Take a hydrogen atom off the nitrogen of a chain of silicon, carbon and nitrogen, and one electron is left unpaired. The table follows it from the NH end, through Si2, Si3 and C4, to the far silyl group. The spin population is the surplus of spin-up over spin-down electrons assigned to an atom. The isotropic coupling, A iso, measures spin exactly at a nucleus, and the dipolar part measures how spin is arranged around it.

Mulliken spin populations and hyperfine couplings (13C, 14N, 1H, 29Si) of the doublet radical CH10NSi3, SMILES [NH][SiH2][SiH2]C[SiH3], from PySCF 2.14.0: unrestricted B3LYP/pcH-1, non-relativistic, density fitting, gas phase, GFN2-xTB geometry. Atoms are numbered in SMILES order, hydrogens after the heavy atoms; equivalent atoms are averaged.

| atom | bonded to | spin population (e) | A iso (MHz) | largest dipolar part (MHz) | spin on the carrier of an H (e) |
| --- | --- | --- | --- | --- | --- |
| N1 | H Si | 0.796 | 23.8 | 69.4 | n/a |
| Si2 | H H N Si | -0.059 | 60.5 | 5.3 | n/a |
| Si3 | C H H Si | 0.208 | -141.4 | 26.2 | n/a |
| C4 | H H Si Si | 0.000 | -3.7 | 1.3 | n/a |
| Si5 | C H H H | 0.000 | 0.1 | 0.2 | n/a |
| H6 | N | -0.026 | -47.1 | 51.1 | 0.796 |
| H7 | Si | 0.026 | 49.6 | 4.6 | -0.059 |
| H9 | Si | 0.014 | 23.7 | 3.9 | 0.208 |
| H11 | C | 0.001 | 2.9 | 3.2 | 0.000 |
| H13 | Si | 0.000 | 0.1 | 1.6 | 0.000 |

*Where is the unpaired electron?*

Mostly on nitrogen, which has a population of 0.80, with a second share of 0.21 on Si3. These two already add up to one electron. The small positive populations on hydrogens roughly balance the negative ones on Si2 and H6. A negative population does not mean a negative number of electrons: spin-down electrons slightly outnumber spin-up ones there. The expectation value of the squared spin is 0.757, against 0.75 for a pure doublet, so these negative regions are not a sign of heavy spin contamination. The shares themselves are softer than their digits suggest, because a Mulliken analysis divides the overlap between neighbours by convention.

*Then why does Si3, with a quarter of nitrogen's spin, have six times its isotropic coupling?*

Two factors separate population from coupling. One is the nuclear magnet, described by the nuclear g factor $g_N$; the other is the spin density at the nucleus, $\rho_0$. In atomic units of density,

$$A_{\rm iso}=\frac{8\pi}{3}K g_N\rho_0,\qquad \frac{8\pi}{3}K\approx 800\ \text{MHz}.$$

Here $K$, about 95.5 MHz, collects the electron and nuclear magnetons. With rough recalled $g_N$ values of 0.40 for $^{14}$N and −1.1 for $^{29}$Si, the silicon factor is nearly three times as large in size. Dividing it out still leaves about twice as much spin density at the Si3 nucleus as at nitrogen.

The reason lies in the shape of the orbitals. The unpaired electron of an aminyl radical sits in a nitrogen 2p orbital, which vanishes at its own nucleus. Nitrogen acquires contact density mostly indirectly, because the unpaired electron acts differently on the spin-up and spin-down electrons of the s shells. This is spin polarisation. At Si3 the spin resides in a bonding hybrid that contains some 3s character, and an s orbital does reach the nucleus. The couplings establish the difference in density; the orbital picture is an argument for it, not something the table shows.

*Why do both silicon atoms near the nitrogen seem to have the wrong sign, and what would another isotope do?*

The sign comes from the nucleus. Since $g_N$ of $^{29}$Si is negative, positive spin at Si3 gives −141.4 MHz and negative spin at Si2 gives +60.5 MHz. Once $g_N$ is divided out, the contact density has the same sign as the population in every row whose population exceeds 0.01 in size.

Changing an isotope leaves the electrons alone in this calculation and rescales the coupling by the ratio of the $g_N$ values. With deuterium in place of H6, −47.1 MHz becomes −7.2 MHz. With $^{15}$N in place of $^{14}$N, 23.8 MHz grows by a factor of about 1.4 and reverses its sign. Neither change says anything new about where the electron is.

*Why is the coupling of the hydrogen on nitrogen negative, while those on silicon are positive?*

The methyl radical is a useful simpler case. It is planar, with its unpaired electron in a carbon 2p orbital perpendicular to the plane, so its hydrogens lie where that orbital is zero. They nevertheless have a coupling of very roughly −65 MHz, a recalled value. Exchange favours parallel spins near the carbon, so the spin-up electron of each C–H bond leans towards carbon and leaves spin-down density at hydrogen. H6 is in the same position: its coupling is −59 MHz per unit of nitrogen spin. The analogy ends at the N–H bond, because methyl has no bonds beyond its C–H bonds into which the unpaired electron could spread.

The hydrogens on Si2 are one bond further out. Their Si–H bonds can tilt out of the nodal plane and overlap with the nitrogen 2p orbital. That overlap, called hyperconjugation, passes spin of the same sign to hydrogen. It would explain why H7 is positive although the silicon that carries it is slightly negative. H9 is positive on a positive carrier, which spin polarisation of the bond does not give either. Its two hydrogens have populations of 0.025 and 0.002, so the average comes almost wholly from one of them, by a route the table does not show.

The usual proportionality between a hydrogen's coupling and the spin on its carrier therefore cannot serve for the whole molecule. A single constant, fitted by least squares to all five kinds of hydrogen, misses by 26 MHz root mean square and gives H7 only 3 MHz instead of 49.6 MHz. A proportionality to the hydrogen's own population, fitted to the same rows with unrounded populations, misses by about 1 MHz. That success is partly built in, since population and coupling both register spin in the hydrogen's s functions. It also fails in relative terms for H11, where it gives 1.2 MHz against 2.9 MHz. The carrier rule needs a particular mechanism; the hydrogen's own population already contains the outcome.

*Can the dipolar part be estimated without a fit?*

For nitrogen, roughly. Averaging the dipole interaction over a p orbital gives, along its axis,

$$T=\frac45 K|g_N|\langle r^{-3}\rangle P,$$

where $P$ is the spin population and $\langle r^{-3}\rangle$ is the average inverse cube of the electron's distance from the nucleus. The factor 4/5 is the average of $3\cos^2\theta-1$ over the p orbital, with $\theta$ measured from its axis. For a hydrogen-like 2p orbital, $\langle r^{-3}\rangle=Z_{\rm eff}^3/24$. Slater's screening rules give an effective charge $Z_{\rm eff}$ of 3.9, and hence 2.47 in atomic units. Therefore

$$T\approx0.8\times95.5\times0.40\times2.47\times0.796\approx60\ \text{MHz}.$$

The table has 69.4 MHz, so the estimate is 13% below the calculated value. No dipolar coupling was used to adjust it. The closeness depends on the radial factor, however: the table implies 2.85, and a rough recalled value for the free atom, about 3.6, would overshoot at about 88 MHz.

For Si3 the tabulated number is not the one to compare. The column holds the largest positive component of the dipolar coupling, and with positive spin and a negative $g_N$ the component along the 3p axis is negative. The three components sum to zero and the two positive ones are of similar size, so the axial one is about −50 MHz, roughly twice the tabulated 26.2 MHz in size. The same recipe with a 3p orbital gives a size of only 15 MHz, about 70% short. A 3p electron penetrates the inner shells, where one constant screened charge is a poor description, and the inverse cube gives that region great weight. A rough recalled free-atom value of $\langle r^{-3}\rangle$, about 2.7, is three times the screened 0.88. With it, the coupling calls for 3p spin equal to about the whole population of Si3, so the poor radial factor accounts for most of the shortfall. That seems to leave no room for a 3s share, but the recalled value and the Mulliken population are both too rough to make this a contradiction. For Si2 the recipe gives 4.4 MHz against 5.3 MHz, only 17% short, but that near match proves little. The recipe leaves out the field of the neighbouring nitrogen spin, which as a point dipole 1.67 Å away, close to the length of an N–Si bond, would by itself give about half of the 5.3 MHz, in the directions across the bond. The column does at least hold the right component for the recipe here, because negative spin and a negative $g_N$ together make the part along the 3p axis positive.

H6 shows a different limit. Putting all the nitrogen spin at the nitrogen nucleus, about 1.0 Å away, predicts more than twice the calculated 51.1 MHz. Spreading the same spin over a 2p cloud gives 52 to 55 MHz for bond lengths between 1.05 and 1.00 Å. The two lobes lie above and below the plane, further from H6 than the nucleus is, and their fields add less effectively. The bond lengths are rough recalled values, so agreement within 8% is partly fortunate, but the failure of the point dipole is not in doubt. A dipolar coupling should not be converted into a distance when the spin cloud is as wide as the distance sought.

*How does the spin reach Si3 while Si2 stays slightly negative?*

The probable route is hyperconjugation with the Si2–Si3 bond. If that bond lies nearly parallel to the nitrogen 2p orbital, its electrons can partly fill the vacancy in that orbital. The electron lent to nitrogen is spin-down, so spin-up is left behind in the bond. In the resulting singly occupied orbital, the nitrogen and Si3 parts are large and the atom between them lies near a node. Spin polarisation of the N–Si2 bond can then make Si2 negative, much as it does H6. The populations fit this account, but they do not separate the two contributions.

The hydrogens offer a hint about the angle. The two on Si2 are averaged in the table, although their separate populations are 0.037 and 0.015. Hyperconjugation usually follows $\cos^2\theta$, where $\theta$ is now the angle between a bond and the 2p axis, seen along the N–Si2 bond. With ideal spacing of the three bonds on Si2, and if no spin reaches these hydrogens by another route, that ratio permits the Si–Si bond to lie about 7° or about 69° from the axis. The large spin on Si3 favours the first. This is an inference from one ratio and not a measured torsion.

It does suggest what to expect of a neighbouring case. Turn the Si–Si bond into the nodal plane, and Si3 should lose most of its spin while the hydrogens on Si2 gain some. Replace Si3 by carbon, and its share should fall even at the same angle, because a Si–C bond holds its electrons more tightly than a Si–Si bond and gives them up less readily.

*Which digits deserve trust?*

For the large couplings the last printed digit is numerical detail, not accuracy. Rounding affects H6 or Si2 by about 0.1%, whereas the choice of functional, the small basis, the non-relativistic treatment and the approximate geometry can matter far more. With one functional and no reference value, the table cannot say by how much. One direction can be guessed: B3LYP tends to spread an unpaired electron over too many atoms, so the share on Si3 may be too large. Nitrogen's isotropic value needs particular care: it arises mostly from spin polarisation, in which contributions from the inner and outer s shells partly cancel. The 0.1 MHz entries for Si5 and H13 show only that the far silyl group is almost untouched.

C4 is a useful warning against reading zero population as zero coupling. Its population rounds to 0.000, yet its isotropic coupling is −3.7 MHz, well above rounding. Slight polarisation of its s shells would suffice, though that is a guess. Its dipolar part has about the size expected from the spin on Si3: treated as a point roughly 1.9 Å away (a recalled bond length), that spin gives 1.2 MHz against the calculated 1.3 MHz. The match proves little, because the nitrogen spin is left out and the same point model gives 9.7 MHz for H9 against the calculated 3.9 MHz.

The greatest uncertainty for a comparison with experiment may be motion. The values for H7 and H9 average two unequal hydrogens in one frozen shape, which is not the same as averaging over the shapes a warm molecule visits. Vibrations are left out too, for every atom in the table. What remains open is how freely the N–Si2 bond turns. The couplings of Si3 and H7 should be among the most sensitive to the answer, and if the hyperconjugation picture is right, their magnitudes should change in opposite directions.
